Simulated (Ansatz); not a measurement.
**From N to As: the HOMO–LUMO gap**

Gas-phase molecules, one atom swapped for its congeners: BH(CH3)2(NH3); BH(CH3)2(PH3); BH(AsH3)(CH3)2. All are singlets with charge 0.

Shapes, held fixed at every level: PBE0-D4/def2-TZVP. Programs: Ansatz 0.2.0. Values in eV.

```
               level  BH(CH3)2(NH3)  BH(CH3)2(PH3)  BH(AsH3)(CH3)2
    SPW92/def2-TZVPP           5.21           5.87            5.81
r2SCAN-D4/def2-TZVPP           6.31           6.60            6.58
 B3LYP-D4/def2-TZVPP           6.89           7.73            7.62
 BHLYP-D4/def2-TZVPP           9.32          10.13            9.97
  PBE0-D4/def2-TZVPP           7.42           8.15            8.08
  wB97M-V/def2-TZVPP          11.12          11.97           11.85
```

At wB97M-V/def2-TZVPP the HOMO–LUMO gap isn't monotonic: it is largest for P and smallest for N (11.97 and 11.12 eV). Every level shows the same order. Relativity is left out for As. Orbital gaps aren't excitation energies, and the LUMO depends on the basis.

The main break lies between nitrogen and its heavier congeners: the ammonia adduct has the smallest gap at every level, while the phosphine and arsine adducts nearly coincide. The likely reason is donor strength. Ammonia binds to boron mainly through σ donation and leaves the borane fragment electron-rich, which should raise the occupied B–H and B–C σ orbitals. Phosphine and arsine are weaker donors towards such a borane and should leave these levels deeper. Their similarity fits the close match in size and electronegativity between phosphorus and arsenic, whereas nitrogen stands apart with its compact valence shell.

The order is more robust than the size of the step: r2SCAN-D4 gives only 6.31 and 6.60 eV for the nitrogen and phosphorus compounds, a clearly smaller separation than at any other level. The much larger overall spread between methods probably reflects mostly their different shares of exact exchange. Without the separate orbital energies, the gaps can't show whether the HOMO or the LUMO drives the change.
